## Convergence of the energy of a WS2 monolayer with the k mesh

In a crystal calculation the energy is built from averages over electron waves of different wave vector k, and the mesh decides how many of them are sampled. The table follows one fixed WS2 monolayer, treated with LDA, through five meshes. Its column "energy less reference" is the energy of each run minus that of the 10x10x2 mesh.

Single-point LDA calculations for a WS2 monolayer at fixed geometry, run with Ansatz 0.2.0 using PAW datasets made for PBE, plane-wave cutoffs of 489.8 eV for the waves and 1959.2 eV for the density, Gaussian smearing of 0.15 eV and no spin polarization. All k meshes are unshifted, and free energies are counted from the 10x10x2 mesh.

| k mesh | energy less reference (meV/atom) |
| --- | --- |
| 3x3x1 | 3.350 |
| 4x4x1 | -19.010 |
| 5x5x1 | 0.300 |
| 6x6x1 | 0.990 |
| 8x8x2 | 0.090 |

**1. The 4x4x1 mesh gives the lowest energy. Is it the best result?**

No, its energy is the furthest off of the five, 19 meV/atom below the reference. The atoms are the same in every run, and all runs describe the same non-magnetic state with a gap, so no more stable form has been found. At fixed k points and with all else exact, a larger plane-wave basis can only lower the energy, but a finer k mesh has no such rule. It replaces one approximate average by another, which may lie on either side of the converged value.

**2. Why do a few dozen points suffice at all?**

Any quantity $f$ that is periodic in k can be written as a sum of waves, $f(\mathbf k)=\sum_{\mathbf R} f_{\mathbf R}\,e^{i\mathbf k\cdot\mathbf R}$, where $\mathbf R$ runs over the lattice vectors. The exact average is $f_0$. An $N\times N$ mesh also picks up every $f_{\mathbf R}$ whose $\mathbf R$ is a multiple of $N$ cells, because those waves equal one at all mesh points. The error is therefore the sum of these terms, and the nearest of them link cells about 13 Å apart for $N=4$ and 25 Å apart for $N=8$.

In a material with a gap such terms die off roughly exponentially with distance, so a finer mesh is left with terms that are smaller on the whole, though a single one may be small by chance. In a metal they fade much more slowly, and denser meshes are needed. The argument tells how the terms decay but not which sign they have.

**3. Why, then, does 3x3x1 look better than 4x4x1?**

Its sampling errors happen to add up to little, which doesn't make it a well-sampled mesh. The total energy is a sum of parts, such as the kinetic energy, the attraction to the ions and the repulsion among the electrons. The analysis printed below adds up how far six such parts move from the reference, ignoring signs. This sum is 556 meV/atom for 3x3x1 and 385 for 4x4x1, so by this measure the coarser mesh is the poorer one. The measure depends on how the energy is split, however: the kinetic part alone moves by 15 meV/atom for 3x3x1 and by 45 for 4x4x1. What holds on every mesh is that the parts cancel to within 5 % of their summed shifts.

Much of the cancellation has a physical reason. The attraction to the ions and the repulsion among the electrons shift in opposite directions in every row, as expected when the density changes: electrons drawn closer to the ions gain attraction but also repel each other more. Moreover, on any one mesh the self-consistent energy is stationary: a small change of the electron density alters each part noticeably but their total hardly at all. This rule doesn't remove the error of the sampling itself, which comes from the terms of question 2. Their signs aren't fixed, so what is left over varies in size and sign from mesh to mesh, and for 3x3x1 it happens to be small.

**4. Is 5x5x1 a better choice than 6x6x1?**

The table can't support that ranking. The energy of 5x5x1 is closer to the reference by 0.7 meV/atom, and the summed shifts of the parts don't decide the matter: they are 62 against 50 meV/atom with six parts, but about 8 against 16 once the attraction to the ions and the repulsion among the electrons are counted as one part. A sum whose order depends on how the energy is divided is not an error bar. A single small deviation is weak evidence of convergence; several successive meshes that agree are better.

**5. What happens if two energies from different meshes are subtracted?**

The mesh error enters the difference in full. Taking one energy from 4x4x1 and the other from 6x6x1 creates a false difference of 20 meV/atom, or 60 meV per cell of three atoms, for one and the same structure. With equal meshes and similar cells, much of the error drops out.

**6. Once the energy has settled, has the band gap settled too?**

No. The energy rests on averages over all points, whereas the gap depends on single ones. In this monolayer the lowest empty state lies at K, the corner of the hexagonal zone, with coordinates (1/3, 1/3). The highest filled state need not lie there too: in these runs the zone centre, which every mesh here contains, is a close rival. The runs leave out spin-orbit coupling, which is strong in tungsten and would raise the highest filled state at K. A mesh contains K only if $N$ is a multiple of three. For $N=4$ one of the nearest points is (1/4, 1/4), and since 1/3 − 1/4 = 1/12, it misses K by a quarter of the distance from the zone centre; for every $N$ that is not a multiple of three the miss is one $N$th of that distance.

The reference mesh thus still misses K by a tenth of that distance. Its smallest sampled gap is 1.97 eV, against 1.77 eV for the far coarser 6x6x1, which includes K. The remedy is to converge the density first and then compute the bands along lines that pass through both K and the zone centre. Even then the result is an LDA gap, which is usually smaller than the true one.

**7. Which digits of the energies can be trusted?**

The two finest meshes, 8x8x2 and the reference, agree to 0.09 meV/atom. This suggests that the deviations are good to about a tenth of a meV/atom, though the reference is itself a finite mesh. These two meshes also use two points across the vacuum where the others use one; with layers about 17 Å apart this is expected to matter little, but the table doesn't separate it from the in-plane refinement. Such agreement concerns the sampling alone. The LDA runs used atomic datasets made for another functional, PBE, and that error is shared by all rows, so no refinement of the mesh can reveal it.

The analysis program printed:

```
Shifts of the energy parts from the reference in meV per atom:
    row  kinetic   local  nonlocal  Hartree  exchange-correlation       PAW
  3x3x1    14.74  -249.3      64.2      177                 23.77    -27.04
  4x4x1    -45.1  -156.9     11.63    163.5                 6.588     1.323
  5x5x1    3.563   -26.9    -1.953    27.09                -2.142    0.6167
  6x6x1    7.324  -22.13    0.9967    16.94                -1.099    -1.023
  8x8x2   0.5647   1.533     -0.31   -1.587                -0.093  -0.02667
Net error and summed absolute shifts in meV per atom:
    row  net from parts  summed absolute shifts  net in percent of summed shifts
  3x3x1           3.341                   556.1                           0.6024
  4x4x1             -19                   385.1                            4.937
  5x5x1          0.2773                   62.27                           0.4818
  6x6x1           1.005                   49.52                            1.999
  8x8x2         0.08167                   4.114                            2.187
Mesh geometry and gap:
    row  in-plane points  repeat length in angstrom  distance of K to nearest point in percent of Gamma-K  gap in eV
  3x3x1                9                       9.55                                                     0      1.744
  4x4x1               16                      12.73                                                    25      2.336
  5x5x1               25                      15.92                                                    20      2.151
  6x6x1               36                       19.1                                                     0      1.768
  8x8x2               64                      25.47                                                  12.5      2.045
Size of the 4x4x1 error over that of 3x3x1: 5.675
Energy of 6x6x1 less 4x4x1 (meV per atom): 20
The same difference per cell of three atoms (meV): 60
Energy of 6x6x1 less 5x5x1 (meV per atom): 0.69
Summed absolute shifts of 4x4x1 over those of 5x5x1: 6.184
Summed absolute shifts of 6x6x1 over those of 8x8x2: 12.03
Gap of the reference mesh (eV): 1.975
Gap of the reference less gap of 6x6x1 (eV): 0.2066
Gap of 6x6x1 less gap of 3x3x1 (eV): 0.02408
Half of the smallest gap in units of the smearing width: 5.813
```
